External-field vertex and elastic cross section in a static potential

1. Premises and conventions

SI units are used. The metric is (+,−,−,−), p^μ = (E/c, p), A^μ = (φ/c, A), J^μ = (cρ, J). The electron has mass m and charge Q = −e with e > 0, and α is the fine-structure constant. The Dirac matrices obey {γ^μ, γ^ν} = 2g^μν in the standard representation, γ⁰ = diag(1, −1), and γ⁰γ^i has the Pauli matrix σ^i in both off-diagonal blocks. Transforms are f(q) = ∫d³r f(r) exp(−iq·r).

There are three premises. (a) The potential is A^μ + Â^μ, where A^μ(r) is the classical field of a prescribed static source, which neither recoils nor changes its state, and Â^μ is the photon operator. (b) The incoming and outgoing electron is a free plane wave. (c) The S-matrix is kept to first order in A^μ and zeroth order in Â^μ, which enters only through photon emission (another final state) or loops (higher order in α).

In Lorenz gauge a static source obeys ∇²A^μ = −μ₀J^μ, so

(1) A^μ(q) = μ₀J^μ(q)/q²,

which is the photon propagator at zero energy transfer attached to the source. Minimal coupling, iħ∂_μ → iħ∂_μ − QA_μ, gives the normal-ordered interaction

(2) H_I = Qc ∫d³r :ψ̄γ^μψ: A_μ = Q ∫d³r :ψ†(φ − cγ⁰γ·A)ψ:.

In a box of volume 𝒱, with {b, b†} = {d, d†} = 1 for each mode,

(3) ψ(x) = Σ_(p,s) (2E𝒱)^(−1/2) [b u(p,s) exp(−ip·x/ħ) + d† v(p,s) exp(ip·x/ħ)].

The free Hamiltonian is ΣE(b†b + d†d) if u†u = 2E, equivalently ūu = 2mc². With a unit two-spinor ξ for the rest-frame spin, the upper and lower components

(4) u = ( √(E + mc²) ξ , cσ·p ξ/√(E + mc²) )

solve (cγ^μp_μ − mc²)u = 0 with this norm, because c²(σ·p)² = c²p² = (E + mc²)(E − mc²).

2. The vertex

The first-order term of S = T exp[−(i/ħ)∫dt H_I] is taken between b†(p,s)|0⟩ and b†(p′,s′)|0⟩. Of the four operator products in :ψ̄γ^μψ: only b†b connects these states for p′ ≠ p; the products b†d† and db change the particle number and d†d vanishes on a state without positrons. The anticommutators select one term of each mode sum:

S_fi = −(i/ħ) Qc ū′γ^μu (4EE′)^(−1/2) 𝒱⁻¹ ∫dt exp[i(E′ − E)t/ħ] ∫d³r A_μ(r) exp[−i(p′ − p)·r/ħ].

Since A_μ is independent of time, the time integral is 2πħδ(E′ − E). The space integral is no delta function but the transform A_μ(q) at ħq = p′ − p: the source absorbs any momentum and no energy. Hence

(5) S_fi = −2πi δ(E′ − E) M/(2E𝒱), M = Qc ū′γ^μu A_μ(q).

The Feynman rule follows. In units ħ = c = 1 each interaction with the static field contributes −iQγ^μA_μ(q), with q the three-momentum entering the electron line, and the diagram carries 2πδ(E′ − E) in place of (2π)⁴δ⁴; in higher orders each internal line keeps the energy E and its three-momentum is integrated over. The form −ieγ^μA_μ holds when e denotes the signed charge; with e > 0 the electron vertex is +ieγ^μA_μ.

A static gauge change adds to A(q) a multiple of q. The Dirac equations for u and ū′ give cū′γ^μ(p′ − p)_μ u = (mc² − mc²)ū′u = 0, and (p′ − p)⁰ = 0, so q·ū′γu = 0 and M is unchanged. One may take q·A(q) = 0, which (1) gives anyway for a conserved current. Then p·A = p′·A.

3. Cross section

For an interaction lasting a time τ, 2πδ(0) = τ/ħ, so the rate into one final state is |S_fi|²/τ = (2π/ħ) δ(E′ − E)|M|²/(2E𝒱)². The final states number 𝒱 p′²dp′dΩ/(2πħ)³, with dp′ = E′dE′/(p′c²). The incident flux of one particle in the box is v/𝒱, v = pc²/E. Dividing by the flux and integrating over E′,

dσ/dΩ = (2π/ħ) |M|²/(4E²𝒱²) × 𝒱pE/[c²(2πħ)³] × 𝒱E/(pc²),

in which 𝒱, p and E all cancel:

(6) dσ/dΩ = |M|²/(16π²ħ⁴c⁴),

or |M|²/(16π²) for ħ = c = 1. Elastic kinematics give |p′| = |p| = ħk and q = 2k sin(θ/2) for the scattering angle θ.

4. The spinor matrix element

Equation (5) reads M = Q[φ u′†u − c u′†γ⁰γ·A u]. Insert (4) with E′ = E and use (σ·a)(σ·b) = a·b + iσ·(a×b). With n sinθ = p̂×p̂′,

u′†u = ξ′†[(E + mc²) + (E − mc²)(cosθ − iσ·n sinθ)]ξ,

u′†γ⁰γ·A u = cξ′†[(σ·A)(σ·p) + (σ·p′)(σ·A)]ξ = cξ′†[(p + p′)·A + iħσ·(q×A)]ξ.

The transform of B = ∇×A is B(q) = iq×A(q). At any velocity, therefore,

(7) M = Qξ′†{φ[(E + mc²) + (E − mc²)(cosθ − iσ·n sinθ)] − c²[2p·A + ħσ·B]}ξ.

For an unpolarised beam and unobserved final spin, Σuū = cγ^μp_μ + mc² and the traces of two and four γ matrices give

½Σ(ū′γ^μu)(ū′γ^νu)* = 2c²[p′^μp^ν + p′^νp^μ − g^μν(p′·p − m²c²)].

Squaring the four-vector p′ − p = (0, ħq) yields p′·p − m²c² = ħ²q²/2. Both p^μA_μ and p′^μA_μ equal Eφ/c² − p·A, and g^μνA_μA_ν* = |φ|²/c² − |A|². Thus

(8) ½Σ|M|² = Q²[4|Eφ − c²p·A|² + ħ²c²q²(c²|A|² − |φ|²)].

Electrostatic field. For A = 0, M = Qū′γ⁰u φ(q). With V = Qφ, β = v/c and ħcq = 2Eβ sin(θ/2), (6) and (8) give

(9) dσ/dΩ = [E/(2πħ²c²)]² |V(q)|² [1 − β² sin²(θ/2)].

For β → 0, E → mc², the bracket in (7) becomes 2mc²ξ′†ξ, the spin is conserved, and

(10) dσ/dΩ → [m/(2πħ²)]² |V(q)|²,

the Born formula. For a point nucleus V(q) = −Ze²/(ε₀q²) = −4πZαħc/q², and (9) becomes [Zαħ/(2pβ)]² [1 − β² sin²(θ/2)]/sin⁴(θ/2), the first-order Mott cross section.

Magnetic field. For φ = 0, M = 2mc² ξ′†[−Qp·A/m − (Qħ/2m)σ·B]ξ. The bracket is the part of the Pauli Hamiltonian with g = 2 that is linear in the field, so (6) has the form (10) with this operator in place of V. No factor E/mc² appears at high velocity, because Ev = pc² has absorbed it.

5. The magnetised wire

Let a long cylinder of radius R along z carry a uniform magnetisation M_s ẑ. Its current is J = ∇×(M_sẑ), so by (1) A(q) = iμ₀ q×M_s(q)/q², where M_s(q) is the transform of the magnetisation vector. The z integral gives 2πδ(q_z); the integral over the cross-section is 2π∫₀^R ρJ₀(qρ)dρ = πR²F, with

F(q) = 2J₁(qR)/(qR).

Write each transform as 2πδ(q_z) times a two-dimensional one, marked ⊥. With the flux Φ = μ₀M_sπR²,

(11) A⊥ = iΦF q×ẑ/q², B⊥ = iq×A⊥ = ΦF ẑ,

the second form using q·ẑ = 0. The field is B = μ₀M_s inside and zero outside, where A = Φ/(2πρ) along the azimuth remains.

Put M = 2πδ(q_z)M⊥ in (6). For a length L of wire [2πδ(q_z)]² = 2πδ(q_z)L. At normal incidence, p = p x̂, write dΩ = dθ d(cosϑ), with ϑ the polar angle from the wire and θ the signed azimuth from x̂ towards ŷ. Then q_z = k cosϑ, the integral of 2πδ(k cosϑ) is 2π/k, and the cross section per unit length, a scattering width λ, is

(12) dλ/dθ = |M⊥|²/(8πkħ⁴c⁴).

From p·(q×ẑ) = ẑ·(p×p′)/ħ = ħk² sinθ and q² = 4k² sin²(θ/2) follows 2p·A⊥ = iħΦF cot(θ/2). Since B is along z, the spin projection s = ±1 on the wire axis is conserved, and (7) with Q = −e gives

(13) M⊥ = ec²ħΦF[i cot(θ/2) + s] = iec²ħΦF exp(−isθ/2)/sin(θ/2).

The orbital and spin parts are in quadrature, so |M⊥|² does not depend on s. With ν = eΦ/h, the flux in units of h/e,

(14) dλ/dθ = πν²F²/[2k sin²(θ/2)] ≈ 2πν²F²/(kθ²) for |θ| ≪ 1.

For qR ≪ 1, F → 1 and only the flux survives: most of the wave passes through field-free space and scatters on the enclosed flux, the effect analysed by Aharonov and Bohm (1959). The spin term is the fraction tan²(θ/2) of the orbital term. The integral of (14) diverges at θ → 0 because A falls only as 1/ρ; the width of the beam or the length of the wire cuts it off.

The matter of the wire also has an electrostatic potential. Averaged over unit cells it is a constant V₀ > 0 inside, the mean inner potential, so φ⊥ = V₀πR²F. This is real while p·A⊥ is imaginary, the cross term in (8) vanishes, and at small angles the first-order width gains the term

(15) dλ_e/dθ = (k/2π)[eV₀πR²F/(ħv)]².

The ratio of (14) to (15) is (q*/q)² with q* = vB/V₀, independent of R.

6. Range of validity

Higher orders in the external field. At small angles (7) reduces to M = 2E W(q)ξ′†ξ with W = Q(φ − vA_x), and all orders can be summed. For |W| ≪ pv and kR ≫ 1 the envelope of the wave obeys iħv∂ψ/∂x = Wψ, provided that transverse spreading over the object is negligible, θ ≪ (kR)^(−1/2). The long range of A does not spoil this, since outside the wire A is locally a pure gauge and its phase can be collected in the plane x = 0. Behind the object ψ = exp[iχ(y)], χ = −(ħv)⁻¹∫W dx. By Parseval's theorem the flux into dq = k dθ is |T|²dq/2π, so for q ≠ 0

(16) dλ/dθ = (k/2π)|T|², T(q) = ∫dy {exp[iχ(y)] − 1} exp(−iqy).

The term linear in χ is T = −iM⊥/(2Eħv), and Ev = ħkc² turns (16) into (12). First order thus requires |χ| ≪ 1 on every ray. For a fast particle in a potential of range a this is |V|a ≪ ħv. A Coulomb field gives a phase of order Zα/β times a logarithm, hence Zα/β ≪ 1. For ka ≲ 1 the scattered wave inside the potential is of relative size m|V|a²/ħ², which must then be small.

For the wire, A_x = −Φy/(2πρ²) outside and −By/2 inside. With w = y/R,

(17) χ = πν g(w) + χ₀√(1 − w²), g = (2/π)[arcsin w + w√(1 − w²)], χ₀ = 2eV₀R/(ħv)

for |w| < 1, and χ = πν sgn y beyond. The slope dχ/dy > 0 of the magnetic part is the Lorentz deflection towards +y. For a thin flux line exp(iχ) = cos πν + i sin(πν) sgn y; the first term only renormalises the forward beam, and the transform of sgn y is 2/(iq), so T = 2 sin(πν)/q and

(18) dλ/dθ = 2 sin²(πν)/(πkθ²).

Equation (14) is the leading term of (18), too large by the fraction π²ν²/3. It needs πν ≪ 1; for larger flux the width is periodic in ν, which no low order reproduces. The A² term of the Pauli Hamiltonian has no vertex of its own in (2); it arises at second order from negative-energy intermediate states.

Radiative corrections. The one-loop vertex adds the anomalous moment α/2π = 1.2 × 10⁻³ (Schwinger 1948), which changes the spin term by a relative amount of order (E/mc²)α/2π. Vacuum polarisation and the charge form factor, combined with unresolved soft-photon emission, give relative changes of order α(ħq/mc)², the latter with a logarithm of the energy resolution.

Source. It must be static and heavy, ħ²q²/2M_source negligible against the energy resolution. Cell-averaged fields apply for q far below the reciprocal-lattice vectors. A wire of finite length returns its flux through space, and (11) holds for qL ≫ 1; a plane wave represents the beam if its coherence width far exceeds 1/q.

7. Illustration: 200 keV electrons on an iron nanowire

The model is a bare bcc Fe cylinder with R = 5 nm, saturated along its axis, the direction favoured by its shape. The spin moment is the compiled value 2.13 μ_B per atom (Ekholm 2018). The wire is taken far below the Curie temperature, compiled as 1043 K (Arale Brännvall 2024), so that this moment is used unreduced. With two atoms per cubic cell and an approximate lattice constant a = 0.287 nm,

M_s = 2 × 2.13 μ_B/a³ = 1.67 × 10⁶ A/m, B = μ₀M_s = 2.10 T, Φ = πR²B = 1.65 × 10⁻¹⁶ Wb.

With h/e = 4.14 × 10⁻¹⁵ Wb, ν = 0.0399 and πν = 0.125. For a kinetic energy of 200 keV and mc² = 511 keV: E = 711 keV, pc = 494 keV, β = 0.695, v = 2.08 × 10⁸ m/s, k = 2.505 × 10¹² m⁻¹, kR = 1.25 × 10⁴. The first zero of F, qR = 3.83, lies at θ = 0.31 mrad, well inside the paraxial limit (kR)^(−1/2) = 9 mrad and below the first Bragg deflection 2π√2/(ka) = 12 mrad. The prefactor in (14) is 2πν²/k = 4.0 × 10⁻¹⁵ m. For (15) a typical mean inner potential of roughly V₀ = 20 V is assumed.

θ (µrad) | qR | F² | magnetic (14), m/rad | electrostatic (15), m/rad
2 | 0.025 | 1.000 | 1.0 × 10⁻³ | 5.2 × 10⁻⁵
5 | 0.063 | 0.999 | 1.6 × 10⁻⁴ | 5.2 × 10⁻⁵
20 | 0.25 | 0.984 | 9.8 × 10⁻⁶ | 5.1 × 10⁻⁵
100 | 1.25 | 0.666 | 2.7 × 10⁻⁷ | 3.5 × 10⁻⁵

For the magnetic field alone first order is good: π²ν²/3 is 0.5 per cent. Since ν grows as R², πν reaches 1 at R = 14 nm, and a whisker of 1 µm diameter has ν = 4.0 × 10², far outside perturbation theory. Up to the first zero of F the spin term is at most 2 × 10⁻⁸ of the orbital term and ħq/mc at most 3 × 10⁻⁴, so spin and radiative corrections are negligible.

The electrostatic term is not. It overtakes the magnetic one at q* = 2.2 × 10⁷ m⁻¹, θ* ≈ 9 µrad. Moreover χ₀ = 1.5 rad, so the last column is only a guide to size. For qR ≪ 1 and πν ≪ 1, (16) and (17) give

T ≈ 2 sin(πν)/q + R∫₋₁¹dw {exp[iχ₀√(1 − w²)] − 1} = 2 sin(πν)/q + R(−1.2 + 1.7i),

where first order has the purely imaginary iπχ₀R/2 = 2.3iR for the second term. The real part, of second and higher even order in V₀, interferes with the magnetic amplitude, which is real and odd in q. At |θ| = 2 µrad that amplitude is ±10.0R. The mean of the two sides then exceeds (14) by about 4 per cent, but the asymmetry, the difference of the widths at +θ and −θ divided by their sum, is about −0.2. The first-order magnetic width is therefore recovered only from the side-averaged signal at angles well below θ*, where 1/q = 0.20 µm at 2 µrad calls for a wire length and a coherence width of several micrometres. Inelastic losses, with a typical mean free path Λ of order 100 nm, shift T by about πR²/(2Λ) = 0.08R in modulus, small against the terms kept.

The model's result is a magnetic width of 1.0 × 10⁻³ m/rad at 2 µrad, that is 1.0 nm per µrad, falling as θ⁻². It scales as Φ². An orbital moment of approximately 0.09 μ_B per atom, left out above, would raise Φ by 4 per cent and the width by 9 per cent. A real iron wire exposed to air typically carries a more weakly magnetic oxide shell about 2 nm thick; at the same outer radius the metallic core shrinks to about 3 nm, and the model then overestimates the magnetic width by a factor of up to (5/3)⁴ ≈ 8.